**Question**

I computed the pressure of one AlRu cell with five density functionals. The atoms and the cell edge are the same in every run, and positive pressure means that the crystal pushes outward.

Pressure of cubic AlRu (Pm-3m, 2 atoms, edge 2.992 Å) at fixed atoms and cell, positive in compression, from plane-wave DFT with PAW potentials in Ansatz 0.2.0. All runs use an unshifted 9×9×9 k mesh and Fermi–Dirac smearing of 0.1 eV, without spin polarisation or a dispersion correction.

```tsv
functional	wave cutoff	density cutoff	pressure (GPa)
LDA	420 eV	1680 eV	-8.010
PBE	420 eV	1680 eV	2.730
PBEsol	420 eV	1680 eV	-3.150
revPBE	420 eV	1680 eV	5.390
r2SCAN	500 eV	2000 eV	-1.850
```

The functionals don't even agree on whether the cell should shrink or swell. Can I tell from these numbers alone that something is failing, without a measured cell to compare with? And since r2SCAN is the most elaborate functional here and gives the pressure closest to zero, may I take it as the right one?

**Answer**

Yes to the first, no to the second. A given cell has only one true pressure, whatever it may be. LDA gives −8.01 GPa and revPBE gives 5.39 GPa, so they lie 13.4 GPa apart. If the truth sits exactly midway, each is wrong by 6.7 GPa; if it sits anywhere else, one of them is wrong by more. The disagreement thus sets a least size for the worse error, though it does not say which of the two makes it.

To see what such an error means for the crystal, turn pressure into length. For small changes, the relative change in volume that relieves a pressure $P$ is about $P/B$, where $B$ is the bulk modulus, the stiffness against uniform squeezing. The edge of a cube changes by a third of that:

$$\frac{\Delta a}{a}\approx\frac{P}{3B}.$$

With a rough recalled $B$ of 200 GPa, LDA wants an edge shorter by $8.01/(3\times200)$, or about 1.3%. The same sum for revPBE gives an edge longer by about 0.9%. A gap of some 2% is large for a lattice constant, and in a softer crystal the same pressures would mean a larger one.

A likely cause of this disagreement lies in how each functional treats an uneven electron density. LDA takes the density at each point and assigns it the exchange and correlation energy of a uniform electron gas. Real density is far from uniform: it falls steeply away from the atoms and is thin between them. The generalised gradient approximations (GGAs), here PBE, PBEsol and revPBE, also look at how fast the density changes relative to its own size. Where that relative gradient is large, they make the exchange energy more negative.

Now stretch the crystal. The atoms move apart, the density between them thins, and the relative gradients around the atoms tend to grow. The energy gained from the gradient term should then grow with volume, and an energy that falls on expansion is an outward push. LDA lacks this push, which is why it usually binds solids too tightly and makes them too small. The three GGAs all give higher pressures than LDA, as this argument requires, although the table does not separate the exchange part from the rest.

The argument also suggests how the GGAs should be ordered. For weak gradients, the factor by which exchange is strengthened is

$$F\approx1+\mu s^2,$$

where $s$ is the relative gradient and $\mu$ sets the response to it. LDA has $\mu=0$, PBE about 0.22 and PBEsol about 0.12. If exchange at weak gradients were all that mattered, the shift in pressure from LDA would be roughly proportional to $\mu$. With the scale set by LDA and PBE, this puts PBEsol at about −2.0 GPa, against −3.15 GPa computed. The place in the order is right, but the value is off by more than 1 GPa. The estimate ignores correlation, whose gradient term works against that of exchange. PBEsol weakens this term too, but by a smaller fraction than it weakens exchange, which should pull its pressure below the estimate, the direction seen here. In PBE the gradient terms of exchange and correlation are even built to cancel where the density varies only weakly, so the scale taken from LDA and PBE can't be a pure weak-gradient effect. The estimate is a rough scaling rule, not a derivation.

The estimate fails more instructively for revPBE. This functional has the same $\mu$ and the same correlation as PBE, so it should give the same pressure, yet it lies 2.66 GPa higher. What distinguishes the two is the cap on $F$: both formulas level off at large $s$, but revPBE lets exchange grow further before it does. The difference must therefore come from places where the gradient is no longer weak. The table does not show where in the crystal these are.

Here the weakness of the approximation comes into view. Atoms have steep density tails and are described better by a strong response to gradients. In many solids the valence density varies more gently, and a weaker response often gives better cell sizes. PBEsol was built with the solid in mind, while revPBE leans further towards atoms than PBE does. A formula that sees only the density and its gradient has to compromise, and each GGA strikes a different bargain.

This is also why the type of functional does not settle your second question. The three GGAs span 8.54 GPa among themselves, while the step from LDA to PBEsol is only 4.86 GPa. Choosing one GGA over another can thus matter more than leaving LDA for PBEsol, the GGA closest to it here. To guess where another GGA would fall, ask how strongly it rewards uneven density: a stronger reward should mean a higher pressure at the same cell.

r2SCAN has one more ingredient, the kinetic energy density of the electrons. It helps the functional to tell a metallic region from a covalent bond or an atomic tail, so it need not treat equal gradients alike. That is a good reason to hope for a better compromise, but this table cannot confirm one. Its pressure falls between those of PBEsol and PBE, only 1.3 GPa above PBEsol. The r2SCAN run also used higher cutoffs, so even the order of those two is not secure.

Nor does a pressure near zero prove a functional right. It means that the functional is nearly content with this particular cell. Had the cell been a little smaller, every pressure would have risen, and LDA might have looked best. Closeness to zero becomes a test only if the cell is known to be the true equilibrium one, with the outward push of zero-point and thermal motion allowed for. The k mesh is also coarse, and its effect on the pressure was not tested, so a contest over 1 or 2 GPa would be premature.

For practical work, relax the cell with the functional you mean to use before you compute elastic constants or vibrations. Otherwise the crystal starts out under a stress that comes from a mismatch between functional and cell. Relaxing removes that stress but not the functional's error, which reappears as a wrong cell edge. Repeating the calculation with a second functional shows how much the answer depends on the choice; agreement between the two would still not prove them right. The output below gives the differences between functionals and the weak-gradient estimate, scaled on LDA and PBE and tried on PBEsol and revPBE.

Output of the analysis:

```
Pressure and rough edge change wanted:
     row  pressure_GPa  edge_change_percent
     LDA         -8.01               -1.335
     PBE          2.73                0.455
  PBEsol         -3.15               -0.525
  revPBE          5.39               0.8983
  r2SCAN         -1.85              -0.3083
Spread from LDA to revPBE, GPa: 13.4
Least possible error of the worse of LDA and revPBE, GPa: 6.7
Rough spread of wanted edges from LDA to revPBE, percent: 2.233
Step from LDA to PBEsol, GPa: 4.86
Step from PBEsol to PBE, GPa: 5.88
Step from LDA to PBE, GPa: 10.74
Step from PBE to revPBE, GPa: 2.66
Spread among the three GGAs, GPa: 8.54
r2SCAN less PBEsol (cutoffs differ), GPa: 1.3
PBE less r2SCAN (cutoffs differ), GPa: 4.58
PBEsol shift from LDA as percent of the PBE shift, computed: 45.25
PBEsol shift from LDA as percent of the PBE shift, weak-gradient model: 56.12
PBEsol pressure in the weak-gradient model, GPa: -1.983
Model less computed for PBEsol, GPa: 1.167
revPBE pressure in the weak-gradient model, GPa: 2.73
Model less computed for revPBE, GPa: -2.66
```
